# The Gálfi–Rácz reaction front

Fill the left half of a long capillary with a gel that holds reactant A, fill the right half with a gel that holds B, and bring the two into contact at $x=0$, $t=0$. The reactants meet only by diffusion, in a zone that they deplete themselves. Gálfi and Rácz showed in 1988 how this zone scales. I shall derive the result, see what fluctuations do to it, and then try it on Fe³⁺ and SCN⁻.

## Premises

1. One irreversible step $A+B\to C$ runs at the local rate $R=kab$ (mol m⁻³ s⁻¹). This is the mean-field premise: A and B are locally uncorrelated.
2. Transport is Fickian with constant $D_A$, $D_B$, both nonzero. The gel stops convection.
3. Concentrations depend on $x$ and $t$ only, and the capillary is effectively infinite.
4. At $t=0$, $a=a_0$, $b=0$ for $x<0$ and $a=0$, $b=b_0$ for $x>0$.

$$\partial_t a=D_A\partial_x^2a-kab,\qquad \partial_t b=D_B\partial_x^2b-kab. \tag{1}$$

$J>0$ is the flux of each reactant towards the front, in mol m⁻² s⁻¹ until I say otherwise.

## Step 1. An exact statement for equal diffusivities

Let $D_A=D_B=D$ and $u=a-b$. Subtracting the equations (1) cancels the reaction, so $\partial_tu=D\partial_x^2u$, with a step from $a_0$ to $-b_0$ as initial value. The solution is

$$u=\frac{a_0-b_0}{2}-\frac{a_0+b_0}{2}\,\mathrm{erf}\frac{x}{2\sqrt{Dt}}. \tag{2}$$

Define the centre $x_f$ by $u=0$ and write $x_f=2\gamma\sqrt t$. Then, with $J=-D\,\partial_xu$ at $x_f$,

$$\mathrm{erf}\frac{\gamma}{\sqrt D}=\frac{a_0-b_0}{a_0+b_0},\qquad J=\frac{a_0+b_0}{2}\sqrt{\frac{D}{\pi t}}\;e^{-\gamma^2/D}. \tag{3}$$

Both laws, $x_f\propto t^{1/2}$ and $J\propto t^{-1/2}$, hold here for every $k$ and $t$. The centre stays at rest if $a_0=b_0$.

**Question.** *At early times nothing has reacted. Is your $J$ already the total rate?*

No. Before depletion the profiles are $a=\tfrac12a_0\,\mathrm{erfc}(\eta)$ and $b=\tfrac12b_0\,\mathrm{erfc}(-\eta)$ with $\eta=x/2\sqrt{Dt}$. Since $\int\mathrm{erfc}(\eta)\,\mathrm{erfc}(-\eta)\,d\eta=2\sqrt{2/\pi}$, the total rate is $ka_0b_0\sqrt{2Dt/\pi}$, which grows. For $a_0=b_0=c_0$ it meets (3) at $t=t_0/\sqrt2$ with $t_0=1/(kc_0)$. What follows concerns $t\gg t_0$.

## Step 2. The outer problem

Suppose that at long times A and B overlap only in a zone of width $w\ll\sqrt{Dt}$, where both concentrations are small against $a_0$ and $b_0$. Step 4 confirms this. On the scale $\sqrt{Dt}$ the zone is a point sink: A diffuses freely for $x<x_f$, B for $x>x_f$, both vanish at $x_f$, and stoichiometry makes the arriving fluxes equal. This problem contains neither $k$ nor a length, so its solution depends on $x/\sqrt t$ alone and again $x_f=2\gamma\sqrt t$. The similarity solutions of the diffusion equation are a constant plus an error function, and the boundary values fix them:

$$a=a_0\left[1-\frac{\mathrm{erfc}(-x/2\sqrt{D_At})}{\mathrm{erfc}(-\gamma/\sqrt{D_A})}\right],\qquad b=b_0\left[1-\frac{\mathrm{erfc}(x/2\sqrt{D_Bt})}{\mathrm{erfc}(\gamma/\sqrt{D_B})}\right].$$

Differentiate at $x_f$ with $\mathrm{erfc}'(p)=-(2/\sqrt\pi)e^{-p^2}$ and define $H(p)=e^{-p^2}/\mathrm{erfc}(p)$. Equality of $-D_A\partial_xa$ and $D_B\partial_xb$ reads

$$j\equiv J\sqrt t=a_0\sqrt{\frac{D_A}{\pi}}\,H\!\left(\frac{-\gamma}{\sqrt{D_A}}\right)=b_0\sqrt{\frac{D_B}{\pi}}\,H\!\left(\frac{\gamma}{\sqrt{D_B}}\right). \tag{4}$$

The root is unique. Shifting the variable in the integral for erfc gives $1/H(p)=(2/\sqrt\pi)\int_0^\infty e^{-v^2-2pv}dv$, which falls from infinity to zero as $p$ rises. So the A side of (4) falls and the B side rises with $\gamma$, and they cross once. As $H(0)=1$, $\gamma$ has the sign of $a_0\sqrt{D_A}-b_0\sqrt{D_B}$. For equal diffusivities the exponentials cancel and (4) returns (3).

## Step 3. The inner problem

Go to the moving frame $\xi=x-x_f(t)$ and drop, for now, the time derivative and the drift term:

$$D_Aa''=kab=D_Bb''.$$

Hence $D_Aa-D_Bb$ is linear in $\xi$. On the left $b\to0$ and the slope must match the outer flux, so the slope is $-J$. I fix the origin where the combination vanishes: $D_Aa-D_Bb=-J\xi$. Put $\xi=wz$ and $D_Aa=Jwf(z)$, so that $D_Bb=Jw(f+z)$. The equation becomes

$$\frac{J}{w}f''=\frac{kJ^2w^2}{D_AD_B}f(f+z).$$

All parameters vanish if we choose

$$w=\left(\frac{D_AD_B}{kJ}\right)^{1/3}, \tag{5}$$

which is $(D^2/kJ)^{1/3}$ for equal diffusivities. What remains is

$$f''=f(f+z),\qquad f\to-z\ (z\to-\infty),\qquad f\to0\ (z\to+\infty), \tag{6}$$

$$R=\frac Jw\,\Phi(z),\qquad \Phi=f(f+z)=f''. \tag{7}$$

Three facts follow. First, $\int\Phi\,dz=f'(\infty)-f'(-\infty)=1$, so the total rate per area is $J$. Second, for large $z$ the term $f^2$ is negligible and $f''=zf$ is Airy's equation. Thus $f\propto\mathrm{Ai}(z)$ and $\Phi\propto z^{3/4}e^{-2z^{3/2}/3}$: neither reactant gets far across. Third, $y=f+z/2$ obeys $y''=y^2-z^2/4$ with $y\to|z|/2$. This problem is symmetric under $z\to-z$, so $\Phi=y''$ is even, whatever the ratio $D_A/D_B$.

For the peak height expand $y=\sum_ns_nz^{2n}$, which gives

$$(2n+2)(2n+1)s_{n+1}=\sum_{i=0}^ns_is_{n-i}-\tfrac14\delta_{n1}.$$

Keep terms to $s_8$ and fix $s_0$ by requiring $f'/f=\mathrm{Ai}'/\mathrm{Ai}$ at $z=2$. The root is $s_0=0.545$, with $f(2)=0.047$. The $f^2$ neglected beyond $z=2$ is bounded by shifting the Airy argument by $f(2)$, which moves $s_0$ by less than $10^{-4}$. Since $s_2<0$, the centre is a maximum of $\Phi$, and

$$R_{\max}=s_0^2\,J/w=0.297\,J/w.$$

The equivalent width, total rate over peak rate, is $3.36\,w$.

Now insert $J=jt^{-1/2}$:

$$w=\left(\frac{D_AD_B}{kj}\right)^{1/3}t^{1/6},\qquad R_{\max}\propto t^{-2/3},\qquad \int R\,dx=jt^{-1/2},\qquad a(x_f)=\frac{s_0Jw}{D_A}\propto t^{-1/3}. \tag{8}$$

The exponents are tied: height times width equals supply, $-\tfrac23+\tfrac16=-\tfrac12$.

**Question.** *Why should the zone widen at all?*

A molecule of A that has gone a distance $w$ into the other side meets $b\sim Jw/D_B$ and lives for a time $D_B/(kJw)$. It needs $w^2/D_A$ to get there. Equating the two gives (5). As the supply weakens, partners near the centre thin out and each molecule travels further.

## Step 4. What was dropped

In the moving frame the left side of (1) is $\partial_ta-\dot x_f\,\partial_\xi a$. The terms kept are of size $J/w$. The time derivative is of size $(Jw/D_A)/t$, a fraction $w^2/(D_At)\propto t^{-2/3}$ of them. The drift term is of size $|\dot x_f|J/D_A$ with $\dot x_f=\gamma/\sqrt t$, a fraction $|\gamma|w/(D_A\sqrt t)\propto t^{-1/3}$. The assumptions of Step 2 need $w/\sqrt{Dt}\to0$ and $a(x_f)/a_0\to0$, and both ratios fall as $t^{-1/3}$. With $j\sim c_0\sqrt D$, (5) gives $w/\sqrt{Dt}\sim(t_0/t)^{1/3}$. The scheme is consistent, but it converges slowly: a thousand $t_0$ still leave corrections of order ten per cent.

**Question.** *Premise 2 says both diffusivities are nonzero. What if B is bound to the gel?*

Then (5) would give $w=0$, which signals that the balance changes. The ratio of drift to diffusion for B, $|\dot x_f|w/D_B$, is no longer small, and B is consumed as the front sweeps over it. That is another inner problem, and (8) does not apply to it.

## Step 5. Fluctuations

Now count particles. Take equal $D$, and let $J$ be particles per unit time and per unit $(d-1)$-dimensional area. The density in the zone is $Jw/D$, so a cell of side $w$ holds

$$N_w=\frac{Jw^{d+1}}{D}\propto J^{(2-d)/3}\propto t^{(d-2)/6}. \tag{9}$$

A smooth profile across the zone makes sense only if $N_w\gg1$. For $d>2$ this improves with time. For $d<2$ it fails in the end, so the upper critical dimension is 2. In $d=1$, where $k$ has the unit m s⁻¹, $N_w=(JD/k^2)^{1/3}$, and mean field holds only while $JD\gg k^2$.

Beyond that point diffusion in $d<2$ is recurrent: an A and a B that meet once meet many times, so they react whatever $k$ is, and $k$ drops out. The only length made from $J$ and $D$ is $(D/J)^{1/(d+1)}$, the length at which $N_w=1$. In one dimension it is the typical gap between the last A and the first B:

$$w_1\sim\sqrt{D/J}\propto t^{1/4},\qquad R_{\max}\sim J/w_1\propto t^{-3/4}. \tag{10}$$

Cornell and Droz reached this scaling in 1993 from the steady front. The exponent $1/[2(d+1)]$ joins the mean-field $1/6$ at $d=2$, where logarithms may enter. This is a scaling argument and fixes no prefactor.

**Question.** *Is that the width of one front, or of an average over many runs?*

Of one front. The average also contains the wandering of the centre, which can be computed. On a chain of spacing $\Delta$ each particle hops to either side at rate $D/\Delta^2$, and reaction removes one A and one B from the same site. The difference $u$ changes by hops only. The net transfer of $u$ across a bond has variance $2Dn/\Delta$ per unit time, where $n=a+b$ is the line density. In the continuum,

$$\partial_tu=D\partial_x^2u+\partial_x\zeta,\qquad\langle\zeta(x,t)\zeta(x',t')\rangle=2D\langle n\rangle\,\delta(x-x')\delta(t-t').$$

The mean of $u$ still obeys (2), so $J$, the mean centre and the total rate keep their exponents. With $G=e^{-y^2/4D\tau}/\sqrt{4\pi D\tau}$ and one integration by parts, the noise adds to the variance of $u$ at the centre the amount $\int d\tau\int dy\,2D\langle n\rangle(\partial_yG)^2$. For $w_1^2/D\ll\tau\ll t$ the reactants are segregated over the range of $G$ and $\langle n\rangle=J|y|/D$. Use $\partial_yG=-yG/2D\tau$ and $\int|y|^3e^{-y^2/2D\tau}dy=4D^2\tau^2$:

$$\int dy\,2J|y|\,\frac{y^2}{4D^2\tau^2}\,\frac{e^{-y^2/2D\tau}}{4\pi D\tau}=\frac{J}{2\pi D\tau}.$$

The $\tau$ integral is a logarithm. Dividing by the squared slope $(J/D)^2$ turns it into a displacement:

$$\langle\delta x_f^2\rangle\simeq\frac{D}{2\pi J}\ln\frac{Dt}{w_1^2}. \tag{11}$$

A Poisson initial state adds, for $a_0=b_0$, the variance $a_0\int G^2dy=a_0/\sqrt{8\pi Dt}=(J/D)/\sqrt8$, of the same order but without the logarithm. The averaged width in $d=1$ is therefore of order $t^{1/4}$ times $\sqrt{\ln t}$, to leading logarithmic accuracy. Barkema, Howard and Cardy gave the steady-state form of (11) in 1996. In $d>1$ the transverse directions add a factor of order $(D\tau)^{-(d-1)/2}$, the integral is ruled by $\tau\sim w^2/D$, and $\langle\delta x_f^2\rangle/w^2\sim1/N_w$. That is criterion (9) again.

## Step 6. The back reaction

**Question.** *Complex formation is an equilibrium. Does premise 1 survive?*

Only for a while. Let C dissociate at rate $k_rc$, with $K=k/k_r$. Take $D_C=D_A$. Then $a+c$ diffuses freely from a step, $a+c=\tfrac12a_0\,\mathrm{erfc}(x/2\sqrt{D_At})$, and at the sink, where $a\ll c$,

$$c_f=\tfrac12a_0\,\mathrm{erfc}(\gamma/\sqrt{D_A}), \tag{12}$$

constant in time. I treat $c$ as uniform across the zone, where it changes by about $Jw/D_A\ll c_f$. The inner equation becomes $D_Aa''=kab-k_rc_f$, that is

$$y''=y^2-\frac{z^2}{4}-\varepsilon,\qquad \varepsilon=\frac{k_rc_fw}{J}=\frac{\ell^2}{w^2}\propto t^{2/3},\qquad \ell=\frac1J\sqrt{\frac{D_AD_Bc_f}{K}}. \tag{13}$$

The forward peak decays while the reverse rate does not. For $\varepsilon\gg1$ the zone is in local equilibrium, $y=\sqrt{\varepsilon+z^2/4}$. The net rate $y''=\varepsilon/4y^3$ has height $1/(4\sqrt\varepsilon)$, negligible against $\varepsilon$ as this balance requires, and unit area. The net peak rate is $J/4\ell\propto t^{-1}$ and the equivalent width is $4\ell\propto t^{1/2}$, the scaling found for reversible fronts by Chopard, Droz, Karapiperis and Rácz in 1993. This shape needs $\ell\ll\sqrt{Dt}$, where $\ell/\sqrt{Dt}\sim(Kc_0)^{-1/2}$. With $c_f\sim c_0$ and $j\sim c_0\sqrt D$ one finds $\varepsilon\sim(t/t_0)^{2/3}/(Kc_0)$, and $\varepsilon\sim1$ gives the crossover at $t\sim t_0(Kc_0)^{3/2}$.

## Range of validity

The laws (8) hold when all of these are met:

- $t_0\ll t\ll t_0(Kc_0)^{3/2}$. The corrections of Step 4 fall as $(t_0/t)^{1/3}$, while the back-reaction term $\varepsilon\sim(t/t_0)^{2/3}/(Kc_0)$ grows and reaches order one at the upper end. The two are equal at $t\sim t_0Kc_0$, where the combined correction is smallest, of order $(Kc_0)^{-1/3}$. Corrections near one per cent need $Kc_0$ of order $10^6$ or more.
- $\sqrt{Dt}$ is small against each arm of the capillary.
- Both reactants are mobile, the rate law is $kab$ with 1:1 stoichiometry, and convection, migration and precipitation are absent.
- $N_w\gg1$. In a true chain, (10) and (11) take over once $JD\ll k^2$.

## Illustration: Fe³⁺ and SCN⁻ in a gel capillary

A is Fe³⁺, B is SCN⁻, C is the red FeSCN²⁺. The inputs are illustrative, of typical size for acidic aqueous solution near 298 K: $D_A=D_C=5.0\times10^{-10}$ m² s⁻¹, $D_B=1.5\times10^{-9}$ m² s⁻¹, an effective $k=0.20$ m³ mol⁻¹ s⁻¹ at about 200 mol m⁻³ of acid, and $K=0.14$ m³ mol⁻¹. I choose $a_0=b_0=c_0=100$ mol m⁻³ and a capillary radius of 0.25 mm. An inert salt in large excess on both sides is assumed to suppress the diffusion potential.

Equation (4) with $p=\gamma/\sqrt{D_A}$ reads $H(-p)=\sqrt3\,H(p/\sqrt3)$. Its root is $p=-0.320$, where $H(-p)=1.387$. So $\gamma=-7.2\times10^{-6}$ m s$^{-1/2}$, and the front moves into the iron side because thiocyanate is the faster ion. Further, $j=1.75\times10^{-3}$ mol m⁻² s$^{-1/2}$, $c_f=67.5$ mol m⁻³, $t_0=0.050$ s, $k_r=1.4$ s⁻¹ and $Kc_0=14$. The irreversible model gives:

| $t$ (s) | $x_f$ (mm) | $J$ ($10^{-3}$ mol m⁻² s⁻¹) | $w$ (µm) | $R_{\max}$ (mol m⁻³ s⁻¹) | $w/\sqrt{D_At}$ | $\varepsilon$ |
|---|---|---|---|---|---|---|
| 1 | −0.014 | 1.75 | 12.9 | 40 | 0.58 | 0.71 |
| 60 | −0.11 | 0.226 | 25.5 | 2.6 | 0.15 | 11 |
| 3600 | −0.86 | 0.0292 | 50.5 | 0.17 | 0.038 | 167 |

The first row is formal, since $w/\sqrt{D_At}$ is not yet small there. After one hour the drift fraction is 0.012, so the separation of scales is good.

**Question.** *A capillary looks one-dimensional. Will it show $t^{1/4}$?*

No. The cross-section is $1.96\times10^{-7}$ m², so after one hour the model consumes $5.7\times10^{-12}$ mol s⁻¹ of each ion, or $3.4\times10^{12}$ per second. I use $D_A$ for the single $D$ of Step 5, which is enough for orders of magnitude. A cube of side $w$ holds $N_w\approx2\times10^{11}$ ions. The slab of thickness $w$, which is the count (9) for the tube seen as a line, holds $2\times10^{13}$. Formula (11), cut off at $w$, gives a wandering of the section-averaged centre of $1\times10^{-11}$ m. The slab count falls as $t^{-1/6}$ and would reach one after more than $10^{70}$ hours. The tube is a mean-field system.

**Question.** *Then we can read $t^{1/6}$ off the red band?*

Two things stand in the way. The colour shows the accumulated product, which spreads as $\sqrt{D_Ct}$, $1.3$ mm after one hour. The rate has to be recovered as $\partial_tc-D_C\partial_x^2c$.

The larger obstacle is the last column. The reverse rate equals the forward peak of the irreversible model when $\varepsilon=0.297$, at $t=0.27$ s, and there $w/\sqrt{D_At}$ is still 0.89. The nominal window spans a factor $(Kc_0)^{3/2}=52$ in time, and even at its best point the corrections are of order $(Kc_0)^{-1/3}=0.41$. No clean $t^{1/6}$ regime fits into it. After one hour (13) gives $\ell=0.65$ mm, and $4\ell=2.6$ mm stands against $3.36\,w=0.17$ mm. As $\ell/\sqrt{D_At}=0.49$ is not small, $4\ell$ shows only the order of the equilibrium width, and $\gamma$, $j$ and $c_f$ shift as well. Raising the concentrations does not cure this cleanly, because a second thiocyanate binds with a typical stepwise constant near $K_2=0.015$ m³ mol⁻¹. Here $K_2b_0=1.5$ already, so the 1:1 stoichiometry fails at order one on the thiocyanate side.

In local equilibrium no rate constant remains, and the whole problem depends on $x/\sqrt t$. The motion of the centre as $t^{1/2}$ and the fall of the total net rate as $t^{-1/2}$ therefore survive, with changed prefactors, while the exponents $1/6$ and $-2/3$ give way to $1/2$ and $-1$. The values $w=50.5$ µm and $R_{\max}=0.17$ mol m⁻³ s⁻¹ at one hour are the irreversible model's, not those of iron thiocyanate. With the typical modest stability of this complex, the model makes the zone of net reaction too narrow, and its peak too high, by roughly a factor of ten.